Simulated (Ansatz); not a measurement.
## A series in volume scale on HgTe

Free energy against uniform scaling of the volume at fixed shape and fractions; periodic cell, basis, potentials, k mesh and filling as listed. The results are calculated, by Ansatz 0.2.0.

The cell before it is scaled or strained (space group Cmcm, No. 63):
```
cell vectors (Å)
   2.9925    -3.4669     0.0000
   2.9925     3.4669     0.0000
   0.0000     0.0000     5.7982
atoms (fractions of the cell vectors)
Hg  0.34305  0.65695  0.75000
Hg  0.65695  0.34305  0.25000
Te  0.78481  0.21519  0.75000
Te  0.21519  0.78481  0.25000
```

Settings of every row: functional PBEsol; dispersion D3(BJ)+ATM; potentials PAW; wave cutoff 500 eV; density cutoff 2000 eV; k mesh 4x4x4; k shift 0x0x0; occupations fermi dirac; smearing width 0.05 eV; spin none.

Limits: coarse k mesh, up to 40 meV an atom off; minimum outside the range; no spin-orbit coupling, which can matter with elements this heavy; the cell comes from a prototype or a list of computed structures and needn't be the stable phase.

```
row  volume scale  V (Å³/atom)  pressure (GPa)  energy above lowest point (meV/atom)
  1          0.94       28.273           -2.55                                     0
  2          0.96       28.874               ?                                     ?
  3          0.98       29.476           -4.34                                  26.2
  4             1       30.077           -5.05                                  43.9
  5          1.02       30.679           -5.67                                    64
  6          1.04        31.28            -6.2                                  86.3
  7          1.06       31.882           -6.66                                 110.5
```

Question: what pressure and energy above lowest point should row 2 give?

Worked fit of pressure. Take u = (V_r/V)^(2/3) − 1 with V_r = 30.378 Å³ an atom, which is twice the finite (Eulerian) strain; such expansions in the strain, on which the Birch-Murnaghan equation of state is built, carry the rest volume and the bulk modulus. The shown rows have u = 0.04904, 0.0203, 0.00666, -0.00655, -0.01932, -0.0317. Least squares give pressure = −5.372 + 46.61 × u + 201.9 × u² + 426 × u³ GPa; a parabola predicts inner rows, each left out in turn, worse (root mean square 0.0089 against 0.0033 GPa). All shown rows lie on it to the printed digit. The withheld row has u = 0.03443, so the fit gives −5.372 + 46.61 × (0.03443) + 201.9 × (0.03443)² + 426 × (0.03443)³ = -3.51 GPa.

The calculation gave -3.51 GPa. The fit meets it to the printed digit.

Worked fit of energy above lowest point. Take u = (V_r/V)^(2/3) − 1 with V_r = 30.378 Å³ an atom, which is twice the finite (Eulerian) strain; such expansions in the strain, on which the Birch-Murnaghan equation of state is built, carry the rest volume and the bulk modulus. The shown rows have u = 0.04904, 0.0203, 0.00666, -0.00655, -0.01932, -0.0317. Least squares give energy above lowest point = 53.65 − 1527 × u + 8568 × u² + 5344 × u³ meV/atom; a parabola predicts inner rows, each left out in turn, worse (root mean square 0.12 against 0.061 meV/atom). All shown rows lie on it to the printed digit. The withheld row has u = 0.03443, so the fit gives 53.65 − 1527 × (0.03443) + 8568 × (0.03443)² + 5344 × (0.03443)³ = 11.5 meV/atom.

The calculation gave 11.4 meV/atom. The fit lies 0.1 meV/atom (0.09 % of the column's range) above it, one unit of the last digit.
